## One electron outside a krypton core: the 37-electron sequence

What happens to the one electron outside a closed krypton-like core when protons are added to the nucleus and the number of electrons stays at 37? From Sr$^{+}$ to Bi$^{46+}$ its binding grows about 200-fold, from 12 eV to 2.4 keV, while its orbit shrinks tenfold, from 3.6 to 0.35 bohr. A 4d electron in this sequence is bound as if it saw between 2.5 and 6 charge units more than the net charge of nucleus and core. Spin-orbit splitting of the 4d level is of the order of one per cent of the binding. Minus the orbital energy of the LB94 model potential differs by about 1 to 2 eV from the tabulated ionisation energy in the four ions compared, which is 10 % for Sr$^{+}$ and 0.1 % for W$^{37+}$.

Ions with 37 electrons, Sr+ to Bi46+, in the ground configurations that NIST lists, with j = l − 1/2 subshells filled first. All-electron Dirac Kohn-Sham calculations with radks 1 (radial solver with Libxc): LB94 model potential, spherical densities, no spin polarisation, Fermi nucleus. Minus the highest occupied eigenvalue serves as an estimate of the ionisation energy.

| species | Z | charge (e) | −ε(highest occupied) (eV) | highest level mean radius (bohr) | highest level | NIST table (eV) | kind of table value | stated uncertainty (eV) | computed less table (eV) |
| --- | --- | --- | --- | --- | --- | --- | --- | --- | --- |
| Sr+ | 38 | 1 | 12.172 | 3.5863 | 5s1/2 | 11.030276 | measured | 2.5e-06 | 1.14 |
| Zr3+ | 40 | 3 | 35.591 | 1.8042 | 4d3/2 | 34.41836 | measured | 6e-05 | 1.17 |
| Mo5+ | 42 | 5 | 69.803 | 1.4398 | 4d3/2 | 68.82704 | measured | 0.00021 | 0.976 |
| Ru7+ | 44 | 7 | 112.10 | 1.2184 | 4d3/2 | n/a | n/a | n/a | n/a |
| Pd9+ | 46 | 9 | 162.07 | 1.0645 | 4d3/2 | n/a | n/a | n/a | n/a |
| Ag10+ | 47 | 10 | 189.86 | 1.0032 | 4d3/2 | n/a | n/a | n/a | n/a |
| In12+ | 49 | 12 | 250.96 | 0.90168 | 4d3/2 | n/a | n/a | n/a | n/a |
| Sb14+ | 51 | 14 | 319.33 | 0.82061 | 4d3/2 | n/a | n/a | n/a | n/a |
| I16+ | 53 | 16 | 394.90 | 0.75399 | 4d3/2 | n/a | n/a | n/a | n/a |
| Cs18+ | 55 | 18 | 477.63 | 0.69806 | 4d3/2 | n/a | n/a | n/a | n/a |
| Ba19+ | 56 | 19 | 521.67 | 0.67327 | 4d3/2 | n/a | n/a | n/a | n/a |
| Ce21+ | 58 | 21 | 615.11 | 0.62889 | 4d3/2 | n/a | n/a | n/a | n/a |
| Nd23+ | 60 | 23 | 715.66 | 0.59022 | 4d3/2 | n/a | n/a | n/a | n/a |
| Sm25+ | 62 | 25 | 823.33 | 0.55619 | 4d3/2 | n/a | n/a | n/a | n/a |
| Eu26+ | 63 | 26 | 879.84 | 0.54065 | 4d3/2 | n/a | n/a | n/a | n/a |
| Tb28+ | 65 | 28 | 998.21 | 0.51208 | 4d3/2 | n/a | n/a | n/a | n/a |
| Ho30+ | 67 | 30 | 1123.7 | 0.48643 | 4d3/2 | n/a | n/a | n/a | n/a |
| Tm32+ | 69 | 32 | 1256.4 | 0.46326 | 4d3/2 | n/a | n/a | n/a | n/a |
| Yb33+ | 70 | 33 | 1325.4 | 0.45248 | 4d3/2 | n/a | n/a | n/a | n/a |
| Hf35+ | 72 | 35 | 1468.9 | 0.43237 | 4d3/2 | n/a | n/a | n/a | n/a |
| W37+ | 74 | 37 | 1619.5 | 0.41396 | 4d3/2 | 1621.7 | semi-empirical | 1.5 | -2.18 |
| Os39+ | 76 | 39 | 1777.4 | 0.39703 | 4d3/2 | n/a | n/a | n/a | n/a |
| Pt41+ | 78 | 41 | 1942.6 | 0.38142 | 4d3/2 | n/a | n/a | n/a | n/a |
| Au42+ | 79 | 42 | 2027.9 | 0.37406 | 4d3/2 | n/a | n/a | n/a | n/a |
| Tl44+ | 81 | 44 | 2204.1 | 0.36013 | 4d3/2 | n/a | n/a | n/a | n/a |
| Bi46+ | 83 | 46 | 2387.6 | 0.34718 | 4d3/2 | n/a | n/a | n/a | n/a |

In the table $Z$ is the nuclear charge and the charge of the ion is $q = Z - 37$. The column $-\varepsilon$ gives minus the eigenvalue of the highest occupied level in a relativistic Kohn-Sham calculation, and the mean radius $\langle r\rangle$ belongs to the same level. The binding rises and the radius falls from every row to the next. The rows are one or two units of $Z$ apart, so raw differences mislead (Pd$^{9+}$ to Ag$^{10+}$ adds 28 eV and Ag$^{10+}$ to In$^{12+}$ adds 61 eV), and all slopes below are per unit of $Z$. The outer electron is 5s in Sr$^{+}$ and 4d in the other 25 rows, so Sr$^{+}$ is treated apart from the 4d trend.

### The hydrogenic yardstick

Far from the ion the outer electron feels the nucleus screened by 36 electrons, a net charge $Z - 36 = q + 1$. If it never entered the core it would be a hydrogen-like electron with

$$H = \mathrm{Ry}\,\frac{(q+1)^2}{n^2}, \qquad \langle r\rangle = \frac{3n^2 - l(l+1)}{2(q+1)}\ \text{bohr},$$

where $\mathrm{Ry} = 13.606$ eV and $n$, $l$ are the principal and orbital quantum numbers. The numerator gives $21/(q+1)$ for 4d. Nothing here is fitted. The same formulas can be turned round, row by row, to ask which charge would reproduce the computed value: $Z_E = n\sqrt{-\varepsilon/\mathrm{Ry}}$ from the energy and $Z_r = 21/\langle r\rangle$ from the 4d radius. The excess $\delta = Z_E - (q+1)$ measures how far screening by the core falls short of complete.

For In$^{12+}$ the net charge is 13, so $H = 13.606 \times 169/16 = 143.7$ eV. The computed value is 250.96 eV, larger by a factor 1.746. Inversion gives $Z_E = 4\sqrt{250.96/13.606} = 17.18$ and $\delta = 4.18$, and the radius gives $Z_r = 21/0.90168 = 23.29$.

As a prediction the estimate is poor at low charge and fair at high charge. It lies below $-\varepsilon$ in all 26 rows, and within the 4d rows the ratio $-\varepsilon/H$ falls at every step, from 2.62 in Zr$^{3+}$ to 1.27 in Bi$^{46+}$. The charge $q+1$ at large distance is put into LB94 by construction, so the drift of the ratio towards 1 is no test of the potential. The information lies in $\delta$.

### Why the binding grows more slowly than the square of the charge

With $-\varepsilon = \mathrm{Ry}\,(q+1+\delta)^2/16$ the ratio to $H$ is $[1 + \delta/(q+1)]^2$. Along the 4d rows $\delta$ rises at every step, from 2.47 to 5.99, while $q+1$ goes from 4 to 47. The bonus from entering the core thus grows in absolute terms and shrinks in relative terms. This is why $-\varepsilon$ rises by a factor 67 from Zr$^{3+}$ to Bi$^{46+}$ where $(q+1)^2$ rises by 138: the light ions start with an advantage that the heavy ions keep only in part. The local exponent of $-\varepsilon$ in $q+1$, taken between neighbouring rows, is 1.66 at the first 4d step and 1.84 at the last, so no single power law describes the column.

The radius departs further from the yardstick. It shrinks by a factor 5.2 while $q+1$ grows by 11.75, and its local exponent moves from $-0.56$ to $-0.84$, on the way to the hydrogenic $-1$. The reason is of the same kind: $Z_r$ is already 11.64 in Zr$^{3+}$, nearly three times the net charge, so each added proton is a smaller relative change than $q+1$ suggests.

The physical content of $\delta$ shows in the inner levels of the same calculations. A spherical shell of charge screens the nucleus fully only for an electron outside it. Of the 36 core electrons, 28 sit in $n = 1$ to 3 and lie mostly inside: in Bi$^{46+}$ the 3d levels have mean radii near 0.15 bohr against 0.35 bohr for 4d. Their screening is still incomplete and changes along the sequence, since the inner lobe of 4d lies among the $n = 3$ electrons and the ratio of the 4d to the 3d$_{3/2}$ radius falls from 2.83 in In$^{12+}$ to 2.29 in Bi$^{46+}$, towards the hydrogenic 2. The eight 4s and 4p electrons share the principal shell of the 4d electron and occupy the same region. The ratio of the 4d radius to the 4p$_{3/2}$ radius is 1.07 in In$^{12+}$, 1.00 in Sm$^{25+}$, 0.98 in Hf$^{35+}$ and 0.96 in Bi$^{46+}$. The most weakly bound electron is, from about samarium on, no longer the outermost by mean radius.

Theory gives the direction of this change. In a bare Coulomb field the radii of 4s, 4p and 4d stand as 24 : 23 : 21, so that 4d is the most compact and the non-relativistic limit of the ratio above is $21/23 = 0.91$. At low charge the order is reversed, because the centrifugal barrier $l(l+1)/2r^2$ keeps a d electron away from the nucleus, where s and p electrons collect extra attraction, and 4d is left as the most heavily screened of the three. The nuclear attraction scales as $Z^2$ and the repulsion among a fixed number of electrons as $Z$, so adding protons drives all shells towards hydrogenic proportions. The most screened orbital gains most in relative terms, 4d sinks into the 4s4p shell and closer to the $n = 3$ shell, fewer electrons of both lie inside it, and $\delta$ climbs. The process is fast while the charge is small and slows as the proportions settle: $\delta$ gains 0.59 from Zr$^{3+}$ to Mo$^{5+}$ and 0.08 from Tl$^{44+}$ to Bi$^{46+}$. The energies agree with this picture, since the ratio of the 4s to the 4d binding falls from 1.45 in In$^{12+}$ to 1.20 in Bi$^{46+}$, in the direction of the common value of a non-relativistic hydrogenic shell. The fall slows, through 1.26 in Sm$^{25+}$ and 1.22 in Hf$^{35+}$, in part because relativity binds 4s more than 4d: in the Dirac equation 4s$_{1/2}$ lies below 4d$_{3/2}$ even in a bare field. The overlap of the radii is a result of the calculation. How $\delta$ divides among the 4s4p shell, the tail of the $n = 3$ shell and the exchange-correlation potential can't be read from it, and a small loss of screening by each of the 18 electrons with $n = 3$ can weigh as much as a larger loss by each of the eight.

### Three effective charges for one orbital

The empty 4d$_{5/2}$ level lies above 4d$_{3/2}$ by 1.53 eV in In$^{12+}$ and by 37.2 eV in Bi$^{46+}$. The hydrogenic fine-structure formula, $\Delta = \mathrm{Ry}\,\alpha^2 Z_{so}^4/[n^3 l(l+1)]$ with $\alpha$ the fine-structure constant, turns these into a third charge, $Z_{so}$. For In$^{12+}$ energy, radius and splitting give 17.2, 23.3 and 30.0, and for Bi$^{46+}$ 53.0, 60.5 and 66.6. The order is the same in Sm$^{25+}$ and Hf$^{35+}$.

The order follows from electrostatics. Charge that lies outside the electron exerts no force on it and so hardly affects the size of the orbit, but it raises the potential inside by a constant and so reduces the binding. The energy therefore pays for inner and outer screening together, while the radius responds mainly to inner screening, and $Z_r$ exceeds $Z_E$. Spin-orbit coupling depends on $(1/r)\,dV/dr$, which weights the innermost part of the orbital, where a 4d function has a lobe among the $n = 3$ electrons and sees still more of the nucleus. A screening constant taken from one property doesn't carry over to another, and none of the three is the charge that the electron "really" feels.

### The curvature and its shallow minimum

The slope of $-\varepsilon$ rises at every step, from 17 eV per proton between Zr$^{3+}$ and Mo$^{5+}$ to 92 eV at the end. Its rate of rise, the curvature $d^2(-\varepsilon)/dZ^2$, is $2\,\mathrm{Ry}/16 = 1.701$ eV for fixed screening. Taken from divided differences over three rows, it is 2.02 eV for $Z$ = 40 to 44, 1.82 for 46 to 53, 1.78 for 56 to 65, 1.80 for 65 to 74 and 1.83 for 74 to 83. All five values exceed the hydrogenic one. The rounding of the table can move the last by 0.010 eV and the middle one by 0.001 eV, so the upturn of 0.05 eV is a real feature of the calculation.

Differentiating the definition of $\delta$ twice, with primes for derivatives in $Z$, gives an identity that sorts the contributions:

$$\frac{d^2(-\varepsilon)}{dZ^2} = \frac{2\,\mathrm{Ry}}{16}\left[(1+\delta')^2 + Z_E\,\delta''\right].$$

At the light end $\delta' = (3.48 - 2.47)/4 = 0.25$, which alone would make the bracket about 1.57. The observed bracket is $2.021/1.701 = 1.19$, so the second term is strongly negative: $\delta$ is rising fast and bending over fast. At the heavy end $\delta' = (5.99 - 5.64)/9 = 0.039$, the first term is 1.08 and the observed bracket $1.832/1.701$ is also 1.08. The upturn therefore means that $\delta$ has nearly stopped bending over and continues almost as a straight line, where the non-relativistic argument of the preceding sections has it go on bending, slowly, towards a constant.

Relativity is the natural source of such a term, since its direct contribution to the binding grows as the fourth power of a charge and its curvature as the square. One piece can be sized from the computed levels. To first order the centre of the 4d pair is the average with weights $2j+1$, 4 and 6, so 4d$_{3/2}$ lies $3/5$ of the splitting below it. The curvature of that share is 0.029 eV over In, Sm, Hf and 0.046 eV over Sm, Hf, Bi, an increase of 0.017 eV, while the curvature of $-\varepsilon$ over the same rows increases by 0.021 eV, from 1.785 to 1.806. The closeness of the two increases is no account of the upturn. In the hydrogenic formula the scalar shift of the 4d centre goes as $n/(l+\tfrac12) - \tfrac34 = 0.85$ and the spin-orbit share of 4d$_{3/2}$ as 0.40, so a direct term about twice as large is hidden in the remainder and must be largely cancelled there. The remainder is a sum of a non-relativistic part that is presumably still falling, a direct scalar-relativistic part that binds more, and the indirect effect by which contracted s and p shells screen a d electron better and bind it less. That relativity as a whole causes the upturn is likely but untested; repeating the sequence with the Schrödinger equation would decide it. For the main rise spin-orbit coupling is a detail, as the whole splitting amounts to 0.6 % of $-\varepsilon$ in In$^{12+}$ and 1.6 % in Bi$^{46+}$.

### Sr$^{+}$, the row with another orbital

The step from Sr$^{+}$ to Zr$^{3+}$ halves the radius (a factor 1.99, against 1.25 for the next step), and the excess charge of Sr$^{+}$, 2.73 with $n = 5$, is larger than the 2.47 of Zr$^{3+}$. Both features come with the change from 5s to 4d. The 5s orbital has its mean radius at 2.3 times that of 4p$_{3/2}$, so it is a true valence orbital outside the core, and yet it is bound 5.6 times more strongly than $H$, the largest ratio in the table. An s electron has no centrifugal barrier, and its inner lobes reach the nucleus. The quantum-defect form of the same estimate expresses this best: with $-\varepsilon = \mathrm{Ry}\,(q+1)^2/n^{*2}$ the effective quantum number is $n^* = n(q+1)/Z_E = 5 \times 2/4.73 = 2.11$, almost three units below 5. The hydrogenic radius for charge 2 and this $n^*$ is $3 \times 2.11^2/4 = 3.3$ bohr, near the computed 3.59. For such an orbital the reduced quantum number is a better description than a raised charge.

The configurations were imposed, so the switch from 5s to 4d is an input. Theory explains it as a competition between penetration and the principal quantum number. At low net charge penetration is the larger part of the binding and favours 5s. With rising charge the $1/n^2$ term takes over, since the hydrogenic curvature is 1.70 eV for $n = 4$ and 1.09 eV for $n = 5$, and 4d must overtake 5s and stay below it. The table allows a crude consistency check. The first two 4d slopes are 17.11 and 21.15 eV, so a constant curvature carried backwards gives $17.11 - 4.04 = 13.07$ eV per proton and a 4d binding at strontium of $35.59 - 2 \times 13.07$, a little over 9 eV, which is weaker than the 12.17 eV of 5s. The extrapolation runs into the region where the 4d orbital changes its size fastest, so only its sign deserves attention. The same competition is at work outside the argon and xenon cores, which also leave a d or f subshell of lower $n$ empty: the electron takes the penetrating s orbital at the lowest charges and an orbital of lower $n$ once the charge reaches a few units. Helium and neon cores leave no such subshell, and there the s orbital stays lowest.

### The eigenvalue as an ionisation energy

In exact Kohn-Sham theory minus the highest eigenvalue equals the ionisation energy, because both fix the decay of the density at large distance. The Hartree potential counts all 37 electrons, the outer one included, so that nucleus and Hartree term together show charge $q$ far out, and the exchange-correlation potential has to supply a $-1/r$ tail to restore $q + 1$. Local functionals decay too fast to do so, and LB94 adds a gradient term built to have that tail. It isn't the derivative of any energy functional, so the column is an eigenvalue estimate with no difference of total energies behind it.

The size of the task is set by the mean inverse radius of the orbital. For 5s in Sr$^{+}$ it is 0.365 bohr$^{-1}$, which makes a $-1/r$ potential worth $0.365 \times 27.2 = 9.9$ eV beside an eigenvalue of 12.2 eV. For 4d in Hf$^{35+}$ it is 3.09 bohr$^{-1}$, or 84 eV beside 1469 eV. One unit of charge matters greatly against 2 and little against 36, and so the quality of the model potential decides the result for the light ions while the nuclear and Hartree terms dominate the heavy ones. In Sr$^{+}$ the repulsion integral of the 5s charge with itself is 6.82 eV, and the error of the eigenvalue is 17 % of that.

Against the measured values of the NIST table the calculation overbinds by 1.14, 1.17 and 0.98 eV in Sr$^{+}$, Zr$^{3+}$ and Mo$^{5+}$, far beyond the stated uncertainties. Relative to the table value these are 10.3, 3.4 and 1.4 %, and the fall comes almost wholly from the growing denominator. The reference values also show that the excess charge is no artefact of the model potential: they give $\delta$ = 2.50, 2.36 and 3.00 where the calculation gives 2.73, 2.47 and 3.06, including the dip from Sr$^{+}$ to Zr$^{3+}$. Term structure is an unlikely source of the error, because one electron outside closed shells has a single level per subshell. The calculation spreads the outer electron into a sphere, but that can't be the common cause, since the 5s electron of Sr$^{+}$ is spherical by itself and shows the same offset. It also leaves out spin polarisation of the unpaired electron, whose size these runs don't give. The main suspect is the model potential itself: that it is somewhat too deep in the valence region fits the common sign of the three rows, though the table doesn't prove it.

For W$^{37+}$ the error is $-2.18$ eV, or $-0.13$ % of a semi-empirical value whose stated uncertainty is 1.5 eV. A deviation of one and a half uncertainties shows that the eigenvalue is good to about a part in a thousand for this ion and does little to establish the sign. Breit and QED terms, which grow steeply with $Z$, are absent from the calculation, so even a sharper reference would test their omission along with the potential.

### A working rule

Because the square of the charge carries most of the variation, a value between two 4d rows is better found by interpolating $\delta$, which changes smoothly by 3.5 units over all 25 rows, than by interpolating the energy. Ag$^{10+}$ serves as an example. A straight line in $\delta$ between Pd$^{9+}$ (3.81) and In$^{12+}$ (4.18) gives 3.93 and $13.606 \times 14.93^2/16 = 189.6$ eV against the computed 189.86 eV, whereas a straight line in the energy gives $162.07 + 88.89/3 = 191.7$ eV. The rule holds only among rows with the same outer orbital and works least well at low charge, where $\delta$ bends most. It returns the LB94 eigenvalue, which for the three measured light ions lies about 1 eV above the ionisation energy.
